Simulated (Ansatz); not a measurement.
**Compressing Ta5Si3N: a fit and a missing row**

Ta5Si3N, P6_3/mcm, a = 7.416 Å, c = 5.349 Å. The structure is a Materials Project entry; whether it is the stable form wasn't checked. Ansatz: PBEsol, PAW, 420 eV, Γ-centred 6×6×8 mesh on 18 atoms, Gaussian smearing 0.10 eV; no spin polarisation. Shape and atoms are relaxed at each volume; pressure is positive in compression.

| V (Å³/atom) | P (GPa) |
| --- | --- |
| 12.457 | ? |
| 12.882 | 27.60 |
| 13.307 | 16.89 |
| 13.731 | 7.76 |
| 14.156 | -0.02 |
| 14.581 | -6.66 |
| 15.005 | -12.30 |
| 15.571 | -18.51 |

Problem. Take V0 = 14.156 Å³/atom, count pressures from its P0 = -0.02 GPa, fit the third-order Birch–Murnaghan form to the other rows, and predict the missing pressure.

Solution. With the Eulerian strain f = ½[(V0/V)^(2/3) − 1] and y = (P − P0)/[3f(1 + 2f)^(5/2)], the form is the line y = B0 + 1.5 B0 (B0′ − 4) f. Rows (f, y): 0.03245, 242.4; 0.02105, 241.5; 0.01026, 240.2; -0.00976, 238.2; -0.01904, 236.9; -0.03077, 234.8. Means f = 0.0006983, y = 239.00; Σ(Δf)² = 0.003003, ΣΔfΔy = 0.3523; the slope is their ratio. y = 238.9 + 117.3 f GPa, so B0 = 238.9 GPa and B0′ = 4 + 2 × (117.3)/(3 × 238.9) = 4.33. At V = 12.457, f = 0.04449, y = 244.12 and P = 40.30 GPa. The run gave 40.16 GPa, so the fit is 0.14 GPa too high, a small miss on the scale of the series.

Spin–orbit coupling is left out, which can shift energies with elements as heavy as these.

Cost: 8 runs of about 30 core-minutes in all, on Oxide Virtual Turin-like Processor (Zen 5) (shared hosts).

Ta5Si3N is stiff, with a bulk modulus of 238.9 GPa, and it stiffens on compression at an ordinary rate. Equal volume steps about V0 cost more pressure inward (16.89 GPa) than outward (-12.30 GPa), as expected when overlap repulsion rises steeply at short distances while bonding weakens on stretching. The resistance probably comes from the well-filled bonding part of the Ta 5d band, together with covalent Ta–Si and Ta–N d–p bonds.

The miss at the held-out point looks systematic rather than random. The values of y rise with f throughout, but more slowly towards compression, so a straight line drawn through both branches overshoots when extended to smaller volumes. This suggests a small negative higher-order term in the strain, though a change in basis-set error with volume could bend the curve the same way. The third-order form is therefore adequate for modest extrapolation, less so for much higher pressures. Without the nitrogen-free silicide for comparison, the series can't show how much of the stiffness is due to nitrogen.
